**1s orbital energy and size along the ions of vanadium**

The table holds ε, ⟨r⟩, r_max and ⟨r²⟩ of the 1s orbital for ions from V+ to V22+, from non-relativistic, configuration-averaged Hartree–Fock at the basis limit with a point nucleus. The program tests two models without fitted parameters: that the step in ε equals the step in Σ⟨1/r⟩ (a constant potential from outer electrons), and that the step in ⟨r⟩ follows first-order perturbation theory with hydrogenic 1s, 2s and 2p partners. The energy model holds within 4% for pure d and p steps and overshoots for 3s, 2s and 1s. For V21+ first-order theory gives the screening constants 5/8 from ε, 3/8 from ⟨r⟩ and 5/16 from ⟨1/r⟩. The radius model brackets the last 2p step and the 2s step between bare and screened orbitals, and is least reliable for 2s, where direct and exchange parts cancel. A single screened charge taken from the energy misses ⟨r⟩ of V+ by 11.5%.

Spherical vanadium ions from V+ to V22+, computed with B-spline radial code 1 at the basis-set limit: non-relativistic Hartree-Fock, average of configuration, point nucleus. ε(1s) is the 1s orbital energy, <r> and <r²> are the mean radius and mean square radius of that orbital, and r_max is where its radial probability density peaks.

## Script

```python
# Table: 1s orbital energy, <r>, r_max, <r^2> of V ions; B-spline radial code, non-relativistic HF,
# configuration average, point nucleus. Tested: (1) step of eps = step of sum<1/r> (constant outer potential);
# (2) first-order d<r> = -<(r^2-3/Z^2)psi|W|psi>/Z for 1s, 2s, 2p partners; rival: one screened charge.
T = {
    'ion': ['V+', 'V2+', 'V4+', 'V5+', 'V6+', 'V8+', 'V9+', 'V11+', 'V12+', 'V14+', 'V15+', 'V17+', 'V18+', 'V19+', 'V21+', 'V22+'],
    'Z': [23, 23, 23, 23, 23, 23, 23, 23, 23, 23, 23, 23, 23, 23, 23, 23],
    'charge': [1, 2, 4, 5, 6, 8, 9, 11, 12, 14, 15, 17, 18, 19, 21, 22],  # e
    'N': [22, 21, 19, 18, 17, 15, 14, 12, 11, 9, 8, 6, 5, 4, 2, 1],
    'configuration': ['[Ar] 3d4', '[Ar] 3d3', '[Ar] 3d1', '[Ne] 3s2 3p6', '[Ne] 3s2 3p5', '[Ne] 3s2 3p3', '[Ne] 3s2 3p2', '[Ne] 3s2', '[Ne] 3s1', '[He] 2s2 2p5', '[He] 2s2 2p4', '[He] 2s2 2p2', '[He] 2s2 2p1', '[He] 2s2', '1s2', '1s1'],
    'energy': [-201.611, -202.132, -203.581, -204.473, -205.594, -208.052, -209.387, -212.266, -213.749, -219.3, -223.471, -232.289, -236.933, -241.731, -250.292, -264.5],  # hartree
    'mean_radius': [0.066998, 0.067, 0.067006, 0.06701, 0.067004, 0.066989, 0.066979, 0.066956, 0.066954, 0.066871, 0.066786, 0.066593, 0.066485, 0.066371, 0.0663, 0.065217],  # bohr
    'radius_of_maximum': [0.04412, 0.04412, 0.04412, 0.04412, 0.04412, 0.04412, 0.04412, 0.04411, 0.04411, 0.04409, 0.04408, 0.04404, 0.04402, 0.04399, 0.04397, 0.04348],  # bohr
    'mean_r_squared': [0.0060227, 0.006023, 0.0060243, 0.0060251, 0.0060239, 0.0060206, 0.0060186, 0.0060139, 0.0060133, 0.0059953, 0.0059766, 0.005935, 0.005912, 0.0058876, 0.0058731, 0.0056711],  # bohr²
}
import numpy as np
from scipy.integrate import cumulative_trapezoid as ct
from scipy.constants import alpha, physical_constants as pc
ion = T['ion']; Z = float(T['Z'][0]); ix = ion.index; eV = pc['Hartree energy in eV'][0]
e, r1, rm, r2, N = (np.array(T[k], float) for k in ('energy', 'mean_radius', 'radius_of_maximum', 'mean_r_squared', 'N'))
# typed from further outputs of the same runs: electron-nucleus energy, <1/r>, <r^-3>, rho(0), Vee, total energy
Vne = -np.array([2234.405, 2222.567, 2189.871, 2169.797, 2144.009, 2087.358, 2056.532, 1989.94, 1952.733,
                 1819.452, 1720.9, 1511.689, 1401.037, 1286.36, 1043.625, 529.0])
inv1s = {'V5+': 22.52775, 'V12+': 22.54061, 'V18+': 22.64351}
i2s, i2p, c3p, c2p, d3s, d2s, Vee21, E21 = 5.215851, 5.195947, 38.78376, 385.7404, 64.8726, 392.5315, 14.15285, -514.736
sh = ['3d']*3 + ['3p']*4 + ['3s', '3s+2p'] + ['2p']*4 + ['2s', '1s']
U = -Vne/Z; de = e[:-1]-e[1:]; dU = U[:-1]-U[1:]; dN = N[:-1]-N[1:]; dr = (r1[1:]-r1[:-1])*1e6
ZE, Zr, Zm, Z2 = np.sqrt(-2*e), 1.5/r1, 1/rm, np.sqrt(3/r2)
print("rounding floor: eps 0.0005 Eh, <r> 0.5e-6, r_max 5e-6 bohr (0.003 in charge), <r2> 0.5e-7 bohr^2")
print("ion: Z-Zeff from eps,<r>,rmax,<r2> | to next row: removed, deps, dU (Eh), ratio, deps/e, d<r> (1e-6 bohr), per e")
for i in range(len(ion)):
    s = f"{ion[i]:5s}{Z-ZE[i]:6.3f}{Z-Zr[i]:6.3f}{Z-Zm[i]:6.3f}{Z-Z2[i]:6.3f}"
    if i < len(sh):
        s += f" | {int(dN[i])}e {sh[i]:5s}{de[i]:7.3f}{dU[i]:7.3f}{de[i]/dU[i]:6.3f}{de[i]/dN[i]:7.3f}{dr[i]:7.0f}{dr[i]/dN[i]:8.1f}"
    print(s)
h, k = ix('V21+'), ix('V22+'); q = de/dU
pd = [i for i, s in enumerate(sh) if s in ('3d', '3p', '2p')]
print(f"d,p steps: ratio {q[pd].min():.3f} to {q[pd].max():.3f}; worst overall 1s {q[-1]:.3f}, 2s {q[-2]:.3f}, 3s {q[7]:.3f}")
for s, v in inv1s.items():
    i = ix(s); o = U[i]-2*v
    print(f"{s}: outer sum<1/r> {o:.3f}, eps-eps(V21+) {e[i]-e[h]:.3f}, gap {o-e[i]+e[h]:.3f} Eh, ratio {(e[i]-e[h])/o:.3f}")
print(f"V+ to V21+: eps deepens {e[0]-e[h]:.3f} Eh ({100*(e[h]/e[0]-1):.1f}%), <r> {100*(r1[h]/r1[0]-1):.2f}%, rmax {100*(rm[h]/rm[0]-1):.2f}%")
print(f"V+: Zeff eps {ZE[0]:.2f}, <r> {Zr[0]:.2f}; one-charge rival <r> {1.5/ZE[0]:.5f} bohr, error {100*(Zr[0]/ZE[0]-1):.1f}%")
j = int(np.argmax(r1))
print(f"max <r> at {ion[j]}: +{(r1[j]-r1[0])*1e6:.0f}e-6 bohr, <r2> +{(r2[j]-r2[0])*1e7:.0f}e-7 bohr^2 over V+")
print(f"shape <r2>/<r>^2: V+ {r2[0]/r1[0]**2:.4f}, V21+ {r2[h]/r1[h]**2:.4f}, V22+ {r2[k]/r1[k]**2:.4f} (hydrogenic 1.3333)")
print(f"V21+ screening eps {Z-ZE[h]:.4f} (5/8), <r> {Z-Zr[h]:.4f} (3/8), <1/r> {Z-U[h]/2:.4f} (5/16)")
print(f"last step {de[-1]:.3f} Eh = F0 {Vee21:.3f} + one-electron part {de[-1]-Vee21:.3f}; 5Z/8 = {5*Z/8:.3f}")
r = np.linspace(1e-6, 3, 120001); I = lambda f: ct(f, r)[-1]
def Y(rho, l):
    a = ct(rho*r**l, r, initial=0); b = ct(rho/r**(l+1), r, initial=0)
    return a/r**(l+1) + r**l*(b[-1]-b)
P1 = 2*Z**1.5*r*np.exp(-Z*r); g = -(r**2-3/Z**2)/Z
def first(kind, z):
    if kind == '1s': P, nJ, nK, l = P1, 1, 0, 0
    elif kind == '2p': P, nJ, nK, l = r**2*np.exp(-z*r/2), 1, 1/6, 1
    else:
        P = r*(1-z*r/2)*np.exp(-z*r/2); P = P-I(P*P1)*P1; nJ, nK, l = 2, 1, 0
    P = P/np.sqrt(I(P*P)); J = nJ*P1*P1*Y(P*P, 0); K = -nK*P1*P*Y(P1*P, l)
    return I(J), I(K), I(g*J)*1e6, I(g*K)*1e6
print("first order, partner added: eps direct, exchange, sum | table (Eh); <r> direct, exchange, sum | table (1e-6 bohr)")
for kind, z, i in (('1s', Z, h), ('2s', Z, h-1), ('2s', 4*i2s, h-1), ('2p', Z, h-2), ('2p', 4*i2p, h-2)):
    a, b, c, d = first(kind, z)
    print(f"{int(dN[i])}x{kind} z={z:.2f}: {a:.3f} {b:.3f} {a+b:.3f} | {de[i]:.3f}; {c:.0f} {d:.0f} {c+d:.0f} | {-dr[i]:.0f}")
print(f"rough scaling, 1e-6 bohr per e: 3p {dr[h-2]*c3p/c2p:.0f} (<r^-3> ratio {c3p/c2p:.2f}), 3s {dr[h-1]/2*d3s/d2s:.0f} (rho0 ratio {d3s/d2s:.2f})")
print(f"V21+: -eps {-e[h]:.3f} Eh, total-energy difference {e[k]-E21:.3f}, relaxation {-e[h]-e[k]+E21:.3f} Eh")
ga = np.sqrt(1-(Z*alpha)**2)
print(f"Dirac hydrogenic 1s: <r> {100*((2*ga+1)/3-1):.2f}%, eps shift {((ga-1)/alpha**2-e[k]):.2f} Eh = {((ga-1)/alpha**2-e[k])*eV:.1f} eV")
assert np.all(de > 0) and abs(e[k]+Z*Z/2) < 1e-3 and abs(r1[k]-1.5/Z) < 1e-6
assert np.all(np.abs(q[pd]-1) < 0.05) and q[-1] < q[-2] < q[7] < q[pd].min()
assert ion[j] == 'V5+' and abs(dr[h-1]) < abs(dr[h-2])
assert abs(Z-Zr[h]-3/8) < 0.01 and abs(Z-ZE[h]-5/8) < 0.01
```

Output:

```
rounding floor: eps 0.0005 Eh, <r> 0.5e-6, r_max 5e-6 bohr (0.003 in charge), <r2> 0.5e-7 bohr^2
ion: Z-Zeff from eps,<r>,rmax,<r2> | to next row: removed, deps, dU (Eh), ratio, deps/e, d<r> (1e-6 bohr), per e
V+    2.920 0.611 0.335 0.681 | 1e 3d     0.521  0.515 1.012  0.521      2     2.0
V2+   2.894 0.612 0.335 0.682 | 2e 3d     1.449  1.422 1.019  0.724      6     3.0
V4+   2.822 0.614 0.335 0.684 | 1e 3d     0.892  0.873 1.022  0.892      4     4.0
V5+   2.778 0.615 0.335 0.686 | 1e 3p     1.121  1.121 1.000  1.121     -6    -6.0
V6+   2.722 0.613 0.335 0.684 | 2e 3p     2.458  2.463 0.998  1.229    -15    -7.5
V8+   2.601 0.608 0.335 0.678 | 1e 3p     1.335  1.340 0.996  1.335    -10   -10.0
V9+   2.536 0.605 0.335 0.674 | 2e 3p     2.879  2.895 0.994  1.439    -23   -11.5
V11+  2.396 0.597 0.329 0.665 | 1e 3s     1.483  1.618 0.917  1.483     -2    -2.0
V12+  2.324 0.597 0.329 0.664 | 2e 3s+2p  5.551  5.795 0.958  2.776    -83   -41.5
V14+  2.057 0.569 0.319 0.631 | 1e 2p     4.171  4.285 0.973  4.171    -85   -85.0
V15+  1.859 0.540 0.314 0.596 | 2e 2p     8.818  9.096 0.969  4.409   -193   -96.5
V17+  1.446 0.475 0.293 0.517 | 1e 2p     4.644  4.811 0.965  4.644   -108  -108.0
V18+  1.232 0.439 0.283 0.474 | 1e 2p     4.798  4.986 0.962  4.798   -114  -114.0
V19+  1.012 0.400 0.268 0.427 | 2e 2s     8.561 10.554 0.811  4.281    -71   -35.5
V21+  0.626 0.376 0.257 0.399 | 1e 1s    14.208 22.375 0.635 14.208  -1083 -1083.0
V22+  0.000-0.000 0.001 0.000
d,p steps: ratio 0.962 to 1.022; worst overall 1s 0.635, 2s 0.811, 3s 0.917
V5+: outer sum<1/r> 49.283, eps-eps(V21+) 45.819, gap 3.465 Eh, ratio 0.930
V12+: outer sum<1/r> 39.820, eps-eps(V21+) 36.543, gap 3.277 Eh, ratio 0.918
V18+: outer sum<1/r> 15.628, eps-eps(V21+) 13.359, gap 2.269 Eh, ratio 0.855
V+ to V21+: eps deepens 48.681 Eh (24.1%), <r> -1.04%, rmax -0.34%
V+: Zeff eps 20.08, <r> 22.39; one-charge rival <r> 0.07470 bohr, error 11.5%
max <r> at V5+: +12e-6 bohr, <r2> +24e-7 bohr^2 over V+
shape <r2>/<r>^2: V+ 1.3417, V21+ 1.3361, V22+ 1.3334 (hydrogenic 1.3333)
V21+ screening eps 0.6263 (5/8), <r> 0.3756 (3/8), <1/r> 0.3125 (5/16)
last step 14.208 Eh = F0 14.153 + one-electron part 0.055; 5Z/8 = 14.375
first order, partner added: eps direct, exchange, sum | table (Eh); <r> direct, exchange, sum | table (1e-6 bohr)
1x1s z=23.00: 14.375 0.000 14.375 | 14.208; 1063 0 1063 | 1083
2x2s z=23.00: 9.654 -0.505 9.150 | 8.561; 194 -115 79 | 71
2x2s z=20.86: 8.475 -0.336 8.139 | 8.561; 123 -76 47 | 71
1x2p z=23.00: 5.584 -0.196 5.388 | 4.798; 76 58 134 | 114
1x2p z=20.78: 5.080 -0.149 4.931 | 4.798; 56 49 105 | 114
rough scaling, 1e-6 bohr per e: 3p -11 (<r^-3> ratio 0.10), 3s -6 (rho0 ratio 0.17)
V21+: -eps 250.292 Eh, total-energy difference 250.236, relaxation 0.056 Eh
Dirac hydrogenic 1s: <r> -0.95%, eps shift -1.89 Eh = -51.4 eV
```
